**Question.** Lenz and Wegner remove the electron-phonon coupling by a continuous unitary flow and get a Cooper-channel attraction without Fröhlich's pole. The derivation keeps the electron energies fixed and stops at order $g^2$. If I put this interaction into the gap equation for aluminium, is that harmless? When I let the energies flow, the band flattens and my $T_c$ goes *up*, which looks suspicious.

---

**Answer.** It is not harmless, and your suspicion is right. The flow of the energies is only one of the order-$g^4$ effects. Taken together they lower $T_c$: by $1/e$ for pure phonon pairing, and to about a quarter in a model of Al with Coulomb repulsion.

### Conventions and the second-order result

Take one Einstein mode of energy $\Omega=\hbar\omega$, a real constant coupling $g$, energies $\xi_k$ measured from the Fermi level, and a constant density of states $N_0$ per spin. $\Omega$ and $g$ are taken as already screened, so their renormalization by electron-hole pairs is not counted again. Write

$$H_{ep}(\ell)=\sum_{kk'\sigma}M_{k'k}(\ell)\,c^\dagger_{k'\sigma}c_{k\sigma}b^\dagger_{k-k'}+\text{h.c.},\qquad \alpha_{k'k}=\xi_{k'}+\Omega-\xi_k .$$

The flow is $dH/d\ell=[\eta,H]$ with Wegner's generator $\eta=[H_0,H_{ep}]$, and $\ell$ has units J$^{-2}$. The term $[\eta,H_0]$ gives $dM/d\ell=-\alpha^2M$.

**The assumption enters here.** One integrates this with constant $\alpha$ and no source term, $M=g\,e^{-\alpha^2\ell}$. That freezes $\xi_k$ and ignores the order-$g^3$ feedback on the vertex.

For $(k\uparrow,-k\downarrow)\to(k'\uparrow,-k'\downarrow)$ put $\delta=\xi_{k'}-\xi_k$. A one-phonon intermediate state lies $\alpha=\Omega+\delta$ above the initial state and $\alpha'=\Omega-\delta$ above the final one. The commutator $[\eta,H_{ep}]$ has the matrix element $-(\alpha+\alpha')MM'$, and either electron can emit, so

$$V=-2\int_0^\infty\! d\ell\;2\Omega g^2e^{-2(\Omega^2+\delta^2)\ell}=-\frac{2\Omega g^2}{\delta^2+\Omega^2},$$

in the convention $H_{int}=\tfrac12\sum V c^\dagger c^\dagger cc$ (Lenz and Wegner, 1996). Fröhlich's form $2\Omega g^2/(\delta^2-\Omega^2)$ coincides with it on shell, $\delta=0$.

### What the gap equation needs

With $x=\xi/\Omega$, $t=k_BT/\Omega$, $\lambda=2N_0g^2/\Omega$ and $K(x)=1/(1+x^2)$, the linearized gap equation is

$$\Delta(x)=\lambda\int_0^\infty\!dy\;\bar K(x,y)\,\frac{\tanh(y/2t)}{y}\,\Delta(y),\qquad \bar K=\tfrac12[K(x-y)+K(x+y)].$$

The logarithm comes from small $y$, so $\Delta(x)\simeq\Delta(0)K(x)$. Setting $x=0$ gives, for $t\ll1$,

$$\frac1\lambda=\int_0^\infty\!dy\,K^2\,\frac{\tanh(y/2t)}{y}=L-\frac12,\qquad L\equiv\ln\frac{2e^{\gamma}}{\pi t},$$

with $\gamma$ Euler's constant and $2e^\gamma/\pi=1.134$. One power of $K$ integrates to $L$, and $K^2-K=-y^2K^2$ adds $-\tfrac12$. Hence $k_BT_c=0.688\,\Omega\,e^{-1/\lambda}$.

Now $1/(\lambda+c\lambda^2)=1/\lambda-c+O(\lambda)$. An order-$g^4$ change of the coupling at the Fermi surface therefore shifts $L$ by a number of order one, just like the $-\tfrac12$. The truncated interaction fixes the exponent $1/\lambda$ but not the prefactor.

### The order-$g^4$ terms

The flow is unitary, so it preserves the on-shell pair amplitude. All $g^4$ terms can be found by matching that amplitude.

**(a) Flow of the energies.** The diagonal part of $[\eta,H_{ep}]$ lowers a state by $2\alpha M^2\,d\ell$ per channel, in total $g^2(1-e^{-2\alpha^2\ell})/\alpha$. At $T=0$ an added electron gains this from emission into empty states, $\alpha\ge\Omega-\xi$. It also blocks processes in which a sea electron emits and lands in $k$, with $\alpha\ge\Omega+\xi$. The difference is

$$\delta\xi(\ell)=-N_0g^2\int_{\Omega-\xi}^{\Omega+\xi}\!\frac{d\alpha}{\alpha}\left(1-e^{-2\alpha^2\ell}\right)\simeq-\lambda\,\xi\left(1-e^{-2\Omega^2\ell}\right).$$

At $\ell\to\infty$ and $|\xi|<\Omega$ it equals $N_0g^2\ln[(\Omega-\xi)/(\Omega+\xi)]$. It builds up on the same scale $\ell\sim\Omega^{-2}$ as $V$. On the Fermi surface $\alpha=\Omega$ is untouched, so $V$ stays put while $N_0\to N_0(1+\lambda)$. This alone is what raised your $T_c$.

**(b) Dressing of the vertex.** The operators flow too, $dc^\dagger_k/d\ell=[\eta,c^\dagger_k]$, which gives $c^\dagger_k(\ell)=h\,c^\dagger_k+\sum_p(u_pc^\dagger_pb^\dagger+u'_pc^\dagger_pb)$ with

$$|u|=\int_0^\ell\!d\ell'\,\alpha g\,e^{-\alpha^2\ell'}=\frac{g}{\alpha}\left(1-e^{-\alpha^2\ell}\right).$$

The anticommutator $\{c_k,c_k^\dagger\}=1$ is conserved. Averaged in the Fermi sea with occupations $f_p$ and no phonons, it reads $h^2+\sum u^2(1-f_p)+\sum u'^2f_p=1$. At $\xi_k=0$ both sums run over $\alpha\ge\Omega$:

$$Z=h^2(\infty)=1-2N_0g^2\int_\Omega^\infty\frac{d\alpha}{\alpha^2}=1-\lambda .$$

Single out the exchanged mode $q$, which couples to the density $\rho_q=\sum_pc^\dagger_{p+q}c_p$, and dress the electrons with all other modes. The on-shell exchange is then $-2g^2|\langle k'|\rho_q|k\rangle|^2/\Omega$ between dressed states. The matrix element is $h^2=Z$ plus terms in which $\rho_q$ scatters the electron while a dressing phonon is present. For $q\sim k_F$ these vertex corrections, like crossed exchange, are smaller than $\lambda$ by a factor of order $\Omega/E_F$, up to logarithms (Migdal's theorem). So $V\to Z^2V$.

**(c) Two-phonon ladder.** The exact second rung of retarded exchange, at vanishing external energy, is a sum over Matsubara energies $\epsilon_m=(2m+1)\pi k_BT$. The phonon propagator on that axis is again $K$:

$$\lambda^2\sum_{m\ge0}\frac{K^2(\epsilon_m/\Omega)}{m+\frac12}\;\to\;\lambda^2\left(L-\frac12\right).$$

The iteration of $V$ in the gap equation gave the same $\lambda^2(L-\tfrac12)$. The order-$g^4$ ladder remainder thus vanishes for Wegner's generator as $t\to0$.

**Sum.** Each low-energy pair rung acquires the factor

$$s=(1+\lambda)(1-\lambda)^2=1-\lambda+O(\lambda^2).$$

Then $1/\lambda\to1/(s\lambda)=1/\lambda+1+O(\lambda)$, and

$$k_BT_c=\frac{2e^\gamma}{\pi}\,e^{-3/2}\,\Omega\,e^{-1/\lambda}=0.253\,\Omega\,e^{-1/\lambda}.$$

The first correction is the factor $e^{-1}=0.37$, and it does not go away as $\lambda\to0$. This is the weak-coupling limit of Eliashberg theory for an Einstein mode. Keeping (a) alone gives $e^{+1}$, the wrong direction.

### Adding Coulomb repulsion

Add a constant repulsion $\mu$ cut off at $E_c\gg\Omega$ and write $\Delta=DK(x)+\Delta_\infty$. The range between $\Omega$ and $E_c$ turns $\mu$ into $\mu^*=\mu/[1+\mu\ln(E_c/\Omega)]$, leaving

$$D=\lambda\left[D\left(L-\tfrac12\right)+\Delta_\infty L\right],\qquad\Delta_\infty=-\mu^*(D+\Delta_\infty)L .$$

The determinant vanishes at

$$L_0=\frac{1+\lambda/2}{\lambda-\mu^*(1+\lambda/2)} .$$

The dressing acts at $|\xi|\lesssim\Omega$, so it multiplies $L$ by $s$ and leaves $\ln(E_c/\Omega)$ alone. Solving $sL=L_0$, with the numerator kept to first order in $\lambda$,

$$L=\frac{1+3\lambda/2}{\lambda-\mu^*(1+\lambda/2)},\qquad \frac{T_c}{T_{c0}}=\exp\left[-\frac{\lambda}{\lambda-\mu^*(1+\lambda/2)}\right].$$

Effect (a) alone would give the numerator $1-\lambda/2$. At $T=0$ the weight becomes $1/\sqrt{y^2+(\Delta_0/\Omega)^2}$, which replaces $L$ by $\ln(2\Omega/\Delta_0)$ with the same constants. So $\Delta_0=2\Omega e^{-L}$, and $\Delta_0/k_BT_c=\pi e^{-\gamma}=1.764$ is unchanged at this order.

### Size for aluminium

Put the Einstein mode at the Debye energy, with $\Theta_D=428$ K (compiled value, Wikipedia): $\Omega=5.91\times10^{-21}$ J and $(2e^\gamma/\pi)\,\Theta_D=485$ K. Take the typical inputs $\lambda\approx0.4$ and $\mu^*\approx0.1$, so the denominator is $0.28$. Three free electrons per atom and an fcc lattice constant of approximately $0.405$ nm give $E_F=1.87\times10^{-18}$ J. Then $\Omega/E_F=3.2\times10^{-3}$, and the Migdal terms are negligible.

| treatment | $L$ | $T_c$ (K) | $\Delta_0$ ($10^{-23}$ J) |
|---|---|---|---|
| order $g^2$, frozen energies | 4.3 | 6.7 | 16 |
| energy flow (a) only | 2.9 | 28 | 68 |
| (a)+(b)+(c) | 5.7 | 1.6 | 3.9 |

The correction adds $1.4$ to $L$ and multiplies the model's $T_c$ and $\Delta_0$ by $0.24$. Coulomb repulsion amplifies it, because the full $\lambda$ dresses the electrons while only about $\lambda-\mu^*$ binds them.

The next order is not negligible at $\lambda=0.4$. One member is easy to get. Write $\bar K=K(x)K(y)+R(x,y)$ and iterate the gap shape once. Then $-\tfrac12\to-\tfrac12+c_2\lambda$ with

$$c_2=\int_0^\infty\!\!\int_0^\infty\frac{dx\,dy}{xy}\,K(x)R(x,y)K(y)=0.26 .$$

This lowers $L$ by $c_2\lambda\,(\lambda/0.28)^2=0.21$, a factor $1.2$ in $T_c$. Other terms of that order, such as the energy dependence of $Z$, are not included. Read the table as good to about a quarter, well inside the factor of four found above.

Bulk Al typically becomes superconducting near 1.2 K, so the corrected model lies high by a factor of about 1.3 and the uncorrected one by more than five. Placing all phonon weight at the Debye energy errs upward. The closeness tests nothing, since $\lambda$ and $\mu^*$ are commonly adjusted to $T_c$, and $\mu^*=0.12$ alone moves the corrected model to $0.94$ K. It also means that a $\lambda$ fitted with the uncorrected gap equation is really the dressed $s\lambda$, not $2N_0g^2/\Omega$.